# Appendix: Limits and scaling of imaginary-time estimates of the dc conductivity

## A.1 Conventions, kernels and sum rule

We set $\hbar=k_B=1$, $\beta=1/T$, and restore units in numbers. $J$ is the $x$ component of the total charge current, $V$ the volume, $\langle J\rangle=0$, and $\sigma(\omega)$ the real part of the uniform conductivity, even in $\omega$. Frequency integrals run over the whole real axis. QMC samples $C(\tau)=V^{-1}\langle J(\tau)J(0)\rangle$ for $0\le\tau\le\beta$, with transform $\Lambda(i\nu_n)=\int_0^\beta d\tau\,e^{i\nu_n\tau}C(\tau)$ at $\nu_n=2\pi nT$. The Kubo formula in eigenstates is
$$\sigma(\omega)=\frac{\pi(1-e^{-\beta\omega})}{\omega VZ}\sum_{m,l}e^{-\beta E_m}|J_{ml}|^2\,\delta(\omega-E_l+E_m),\tag{A1}$$
where degenerate pairs contribute with $(1-e^{-\beta\omega})/\omega\to\beta$. The same sum with $e^{-\tau(E_l-E_m)}$ in place of the prefactor and the delta function is $C(\tau)$, so
$$C(\tau)=\int\frac{d\omega}{\pi}\,\frac{\omega\,e^{-\omega\tau}}{1-e^{-\beta\omega}}\,\sigma(\omega).\tag{A2}$$
Since $\int_0^\beta d\tau\,e^{(i\nu_n-\omega)\tau}=(1-e^{-\beta\omega})/(\omega-i\nu_n)$ and $\sigma$ is even,
$$\Lambda(i\nu_n)=\int\frac{d\omega}{\pi}\,\frac{\omega^2}{\omega^2+\nu_n^2}\,\sigma(\omega).\tag{A3}$$

A uniform vector potential gives $H(A)=H-JA+\tfrac12V\hat KA^2$, and second-order perturbation theory gives the free-energy density a curvature $f''(0)=K-\Lambda(0)$, with $K=\langle\hat K\rangle$. A uniform $A$ only twists the boundary condition, to which a normal state is insensitive in the thermodynamic limit. Hence
$$\Lambda(0)=\int\frac{d\omega}{\pi}\,\sigma(\omega)=K.\tag{A4}$$
For nearest-neighbour hopping at unit lattice constant $K=e^2\langle-k_x\rangle$, with $k_x$ the kinetic energy per site on $x$ bonds. In the continuum $K=ne^2/m$. In a superconductor $K-\Lambda(0)$ is the superfluid stiffness and (A4) fails for the $\sigma$ of (A1).

## A.2 Dimensionless groups

$C$ has the dimension of $\sigma T^2$ and $\Lambda$ that of $\sigma T$. Both are linear in $\sigma$, and in the variable $u=\beta\omega$ neither kernel contains a parameter. The ratio of a linear estimate to $\sigma_{dc}=\sigma(0)$ therefore depends only on the spectral scales divided by $T$. For a Drude peak $\sigma=\sigma_0/(1+\omega^2\tau_{tr}^2)$ of weight $\Lambda(0)=\sigma_0\Gamma$, $\Gamma=1/\tau_{tr}$, the single group is
$$\gamma=\frac{\hbar}{\tau_{tr}k_BT},\qquad a=\frac{\gamma}{2\pi}=\frac{\Gamma}{\nu_1}.$$
A real system adds $\beta\Delta$ (interband gap), $\beta E_F$, $\Theta/T$ (phonons) and $L/\xi_T$ (cell size over thermal length).

## A.3 The midpoint estimate

At $\tau=\beta/2$ the kernel of (A2) is $\omega/[2\sinh(\beta\omega/2)]$, whose integral is $\pi^2T^2$. The estimate
$$\sigma_{mid}=\frac{\beta^2}{\pi}C(\beta/2)=\int du\,P(u)\,\sigma(uT),\qquad P(u)=\frac{u}{2\pi^2\sinh(u/2)},\tag{A5}$$
is an average with a normalised weight; in SI units $\sigma_{mid}=\hbar C/[\pi(k_BT)^2]$. The Fourier transform is $\int du\,P(u)\cos(us)=\mathrm{sech}^2(\pi s)$. Writing $\sigma(\omega)=\int_0^\infty dt\,\phi(t)\cos\omega t$, with $\phi(0)=\Lambda(0)$,
$$\sigma_{mid}=\int_0^\infty dt\,\phi(t)\,\mathrm{sech}^2(\pi t/\beta).\tag{A6}$$
The midpoint is the dc integral of the current relaxation function cut off by a window of area $\hbar\beta/\pi$.

*Broad spectra.* The moments are $\langle u^2\rangle=2\pi^2$ and $\langle u^4\rangle=16\pi^4$, so the rms width is $\sqrt2\,\pi T=4.44\,T$ and, as an asymptotic series,
$$\sigma_{mid}=\sigma(0)+\pi^2T^2\sigma''(0)+\tfrac23\pi^4T^4\sigma''''(0)+\dots\tag{A7}$$

*Narrow spectra.* Because $u/[2\sinh(u/2)]\le1$ and $\sigma\ge0$,
$$\sigma_{mid}\le\beta\Lambda(0)/\pi\tag{A8}$$
for any spectrum, with equality when all weight sits at $\omega=0$. There the estimate reports the weight and the temperature and carries no information on scattering.

## A.4 Drude peak in closed form

Subtracting (A3) from its value at $\nu=0$ gives, for $\nu>0$, a Lorentzian average:
$$\sigma(i\nu)\equiv\frac{\Lambda(0)-\Lambda(i\nu)}{\nu}=\int\frac{d\omega}{\pi}\frac{\nu\,\sigma(\omega)}{\omega^2+\nu^2}=\frac{\sigma_0}{1+\nu\tau_{tr}},\tag{A9}$$
the last step for the Drude form. Thus $\Lambda(i\nu_n)=\Lambda(0)\,a/(a+|n|)$. Inverting the transform, $C(\beta/2)=T\sum_n(-1)^n\Lambda(i\nu_n)=T\Lambda(0)H(a)$, and
$$F\equiv\frac{\sigma_{mid}}{\sigma_0}=2aH(a),\qquad H(a)=1-a\left[\psi\!\left(1+\tfrac a2\right)-\psi\!\left(\tfrac{1+a}2\right)\right],\tag{A10}$$
with $\psi$ the digamma function. The $1/|n|$ tail makes $C(\tau\to0)$ diverge logarithmically, an artefact of extending the Lorentzian beyond the band. The midpoint weight falls off exponentially and does not see it.

For small $\gamma$, expanding each term of the alternating sum in $a$ (convergent for $\gamma<2\pi$),
$$F=\frac{\gamma}{\pi}\left[1-\frac{\ln2}{\pi}\gamma+\frac{\gamma^2}{24}-\dots\right].\tag{A11}$$
For large $\gamma$, (A7) gives
$$F=1-\frac{2\pi^2}{\gamma^2}+\frac{16\pi^4}{\gamma^4}-\dots\tag{A12}$$
The apparent rate $\gamma_{app}=\Lambda(0)\beta/\sigma_{mid}=\gamma/F$ behaves as $\pi+\gamma\ln2+0.0220\,\gamma^2$ at small $\gamma$ and as $\gamma+2\pi^2/\gamma$ at large $\gamma$. A clean metal analysed with (A5) therefore shows a resistivity linear in $T$ with $\hbar/\tau_{app}=\pi k_BT$, produced by the kernel alone.

If $\Lambda(0)$ is known and the Drude shape is assumed, (A10) can be inverted for $\tau_{tr}$. The sensitivity $s=\partial\ln\sigma_{mid}/\partial\ln\tau_{tr}=-aH'/H$ tends to $\gamma\ln2/\pi$ at small $\gamma$ and to $1-4\pi^2/\gamma^2$ at large $\gamma$. A relative statistical error in $C(\beta/2)$ is multiplied by $1/s$.

## A.5 Matsubara and curvature estimates

The lowest nonzero frequency gives $\sigma(i\nu_1)/\sigma_0=a/(1+a)$, which is $\gamma/2\pi$ for small $\gamma$ and $1-2\pi/\gamma$ for large $\gamma$. The deficit is linear in $1/\gamma$, against quadratic in (A12), because the Lorentzian weight of (A9) has no second moment. For a Drude peak
$$\frac1{\sigma(i\nu)}=\frac1{\sigma_0}+\frac{\nu}{\Lambda(0)}\tag{A13}$$
is a straight line, so the reciprocal is the quantity to extrapolate. The intercept $2/\sigma(i\nu_1)-1/\sigma(i\nu_2)$ is a difference of terms $2(1+1/a)$ and $1+2/a$ in units of $1/\sigma_0$, and loses precision as $1/a$. With the slope fixed by (A4), $\Gamma=\nu_1r/(1-r)$ with $r=\Lambda(i\nu_1)/\Lambda(0)$, and an error $\delta r$ gives $\delta\Gamma/\Gamma=(1+a)^2\delta r/a$. This factor is smallest, 4, at $a=1$.

Two derivatives of (A2) insert $\omega^2$ into the midpoint kernel. For a Drude peak $\omega^2\sigma=\Gamma^2(\sigma_0-\sigma)$, so $C''(\beta/2)=\pi T^2\Gamma\Lambda(0)(1-F)$. The combination $\rho_2=C''/(2\pi C^2)$ at $\tau=\beta/2$ equals $1/\sigma$ for a flat spectrum, and for the Drude form
$$R\equiv\rho_2\sigma_0=\frac{1-F}{2H^2}\to\begin{cases}\tfrac12\left[1+(2\ln2-1)\gamma/\pi\right],&\gamma\ll1,\\[2pt]1-4\pi^2/\gamma^2,&\gamma\gg2\pi.\end{cases}\tag{A14}$$
It stays finite as $\gamma\to0$ because $C$ supplies the weight and $C''$ the tail $\Lambda(0)\Gamma/\omega^2$ at $\omega\sim T$. It is thus an extrapolation from the tail, valid only if the rate at $\omega\sim T$ equals the dc rate.

## A.6 Crossovers

| $\gamma$ | $a$ | $F$ | $\sigma(i\nu_1)/\sigma_0$ | $R$ |
|---|---|---|---|---|
| 0.314 | 1/20 | 0.093 | 0.048 | 0.519 |
| 1.018 | 0.162 | 0.263 | 0.139 | 0.559 |
| 1.571 | 1/4 | 0.367 | 0.200 | 0.588 |
| 3.142 | 1/2 | 0.571 | 0.333 | 0.659 |
| 6.283 | 1 | 0.773 | 0.500 | 0.762 |
| 12.57 | 2 | 0.910 | 0.667 | 0.874 |
| 25.13 | 4 | 0.972 | 0.800 | 0.951 |

The leading asymptotes of $F$, $\gamma/\pi$ and 1, meet at $\gamma=\pi$, where $F=\pi/2-1$. $F$ passes 1/2 at $\gamma=2.50$ and 0.9 at $\gamma\approx12$, while $\sigma(i\nu_1)/\sigma_0$ passes the same marks at $2\pi$ and $18\pi\approx57$. The condition $\gamma\sim1$ is therefore not the crossover. It lies on the narrow side, since the peak width competes with $\pi T$ or $2\pi T$ rather than with $T$.

## A.7 Numbers for a Drude model of Cu at 300 K

The inputs are $T=300$ K, $\tau_{tr}=25$ fs, and one free-mass electron per atom in an fcc cell of approximate edge 3.61 Å. Then $n=8.50\times10^{28}$ m$^{-3}$, $\Lambda(0)=ne^2/m=2.40\times10^{21}$ S m$^{-1}$s$^{-1}$, $\hbar\omega_p=\hbar[\Lambda(0)/\epsilon_0]^{1/2}=10.8$ eV, $\sigma_0=5.99\times10^7$ S/m and $\rho_0=1.67\ \mu\Omega$ cm. In lattice units $\sigma_0=89\,e^2/(\hbar a_{lat})$. The pairing of free mass and 25 fs is chosen to reproduce the typical room-temperature resistivity of copper, about 1.7 $\mu\Omega$ cm, so $\rho_0$ is no prediction. A heavier optical mass would need a longer $\tau_{tr}$ for the same $\rho_0$ and would lower $\gamma$.

The scales are $k_BT=25.85$ meV, $\hbar\Gamma=26.33$ meV, $\hbar\nu_1=162.4$ meV, an rms kernel width of 115 meV, $\hbar\beta=25.46$ fs and a window $\hbar\beta/\pi=8.10$ fs, about a third of $\tau_{tr}$. Hence $\gamma=1.018$ and $a=0.162$.

*Midpoint.* Successive orders of (A11) give 0.324, 0.251 and 0.265, against $F=0.263$ from (A10), with $H=0.812$. The model's $\sigma_{mid}$ is $1.58\times10^7$ S/m, or $6.34\ \mu\Omega$ cm, a factor 3.80 above $\rho_0$. The bound (A8) alone forbids any value below $5.15\ \mu\Omega$ cm. The apparent rate is $\gamma_{app}=3.869$, and its small-$\gamma$ expansion gives 3.870. The sensitivity is $s=0.193$, so errors grow by 5.17 on inversion.

*Matsubara.* $\sigma(i\nu_1)$ and $\sigma(i\nu_2)$ are $0.139\,\sigma_0$ and $0.075\,\sigma_0$. Linear extrapolation of $\sigma(i\nu)$ itself to $\nu=0$ gives $0.204\,\sigma_0$. The intercept of (A13) is exact, but is the difference of 14.34 and 13.34, so equal independent relative errors in the two points grow by 19.6. With the sum rule the factor multiplying $\delta r$ is 8.33.

*Curvature.* $\beta^2C''/C=\gamma^2(1-F)/F=2.90$, against $2\pi^2=19.7$ for a flat spectrum. This ratio is a direct test for (A5), which can be trusted only if the ratio is near $2\pi^2$. With $R=0.559$, $\rho_2=0.93\ \mu\Omega$ cm, and the narrow-peak normalisation $2\rho_2$ gives $1.87\ \mu\Omega$ cm.

*Distance from the valid regime.* At 300 K, $F=1/2$ needs $\tau_{tr}=10.2$ fs and $F=0.9$ needs 2.2 fs, which at this weight means $19\ \mu\Omega$ cm. With $E_F=7.05$ eV, $\beta E_F=273$ and $k_F\ell=2\beta E_F/\gamma=536$, where $\ell=v_F\tau_{tr}$. The midpoint reaches ten per cent accuracy only for $k_F\ell\lesssim46$.

## A.8 The remaining groups

*Temperature, $\Theta/T$.* At fixed $\Gamma$, as for impurity scattering, $\gamma\propto1/T$, and 25 fs would give $F=0.9$ at 26 K. Phonon scattering behaves oppositely. In the Bloch–Grüneisen model
$$\gamma(T)=2\pi\lambda_{tr}\,g(x),\qquad g(x)=\frac4{x^4}\int_0^x\frac{z^5\,dz}{4\sinh^2(z/2)},\qquad x=\frac\Theta T,$$
with $g=1-x^2/18+\dots$ at high $T$ and $g\to480\,\zeta(5)/x^4$ at low $T$. At high $T$, $a$ equals $\lambda_{tr}$, so $F=0.9$ would need $\lambda_{tr}\approx1.9$. Taking for $\Theta$ the compiled Debye temperature of 343 K (Wikipedia), $g=0.931$ at 300 K, which fixes the model's $\lambda_{tr}=0.174$. At 100 K, $g=0.555$, $\gamma=0.61$ and $F=0.17$. Cooling the pure metal moves it away from the valid regime, as $T^4$ for $T\ll\Theta$, until impurities dominate.

*Frequency-dependent scattering.* To lowest order in the coupling, a phonon of energy $\Omega$ contributes to the optical rate in proportion to
$$\frac1{2\omega}\left[2\omega\coth\frac{\Omega}{2T}-(\omega+\Omega)\coth\frac{\omega+\Omega}{2T}+(\omega-\Omega)\coth\frac{\omega-\Omega}{2T}\right].$$
This is $y/\sinh^2y$ at $\omega=0$, with $y=\Omega/2T$, and $\coth y$ for $\omega\gg\Omega,T$. The ratio of the limits is $\sinh(2y)/2y$, at most 1.23 for $\Omega\le k_B\Theta$ at 300 K. In (A13), $1/\sigma(i\nu)$ becomes $[\nu+M(i\nu)]/\Lambda(0)$, where $M(i\nu)$ is the Lorentzian average of the rate and lies between these limits. The effect on $\sigma_{mid}$ is about $s\ln1.23\approx4\%$ at most, small beside the factor 3.80. The inverted $\tau_{tr}$, the intercept of (A13) and $\rho_2$ all sample the rate at $\omega\gtrsim T$ and inherit the full shift, up to 23 per cent. As statements about the metal, these three are good to about one figure.

*Interband gap, $\beta\Delta$.* Weight $W$ at $\pm\Delta$ adds $TW\,\beta\Delta/[2\sinh(\beta\Delta/2)]$ to $C(\beta/2)$ and $W\nu^2/(\Delta^2+\nu^2)$ to $\Lambda(0)-\Lambda(i\nu)$. For an approximate onset of 2 eV the factors multiplying $TW$ and $W$ are $1.2\times10^{-15}$ and, at $\nu_1$, 0.0066, the latter against $1/(1+a)=0.861$ for the Drude weight. However, $W$ enters (A4) in full, so in a multiband calculation the weight used in (A10) and in the slope of (A13) must be the intraband part and not $K$. In an insulator with $\beta\Delta\gg1$ the same term makes $\sigma_{mid}\propto e^{-\beta\Delta/2}$, which imitates activated transport even if no dc current flows.

*Cell size, $L/\xi_T$.* The twist dependence of $f$ comes from paths winding the periodic cell. For free electrons the single-winding phase $\cos kL$ with $k=k_F+\varepsilon/v_F$, averaged over the derivative of the Fermi function, is reduced by $X/\sinh X$, $X=L/\xi_T$, $\xi_T=\hbar v_F/\pi k_BT$. This factor is $1-X^2/6$ for small cells and $2Xe^{-X}$ for large ones. With $v_F=1.57\times10^6$ m/s the model has $\xi_T=12.8$ nm, or 35 lattice constants, and $\ell=39$ nm, or 109. In smaller cells (A4) is violated at a single twist. At a generic twist the cell also carries a current $\langle J\rangle_A=-Vf'(A)\ne0$, and with $J$, $K$ and $\Lambda$ taken at that twist the curvature is $f''(A)=K-\Lambda(0)+\beta\langle J\rangle_A^2/V$. Since $f$ is periodic in the twist, $f''$ averages to zero, so the twist average of $\Lambda(0)$ exceeds that of $K$ by the average of $\beta\langle J\rangle_A^2/V$. For $N$ free electrons with $\langle J\rangle_A=c\,ev_F$ this term is $2c^2\beta E_F/N$ times $K$, which at $\beta E_F=273$ need not be small. A uniform average over twists therefore restores (A4) only if the disconnected part is subtracted at each twist, $J\to J-\langle J\rangle_A$ in $C(\tau)$ and (A1). Even then it restores the weight only and not the relaxation over the length $\ell$.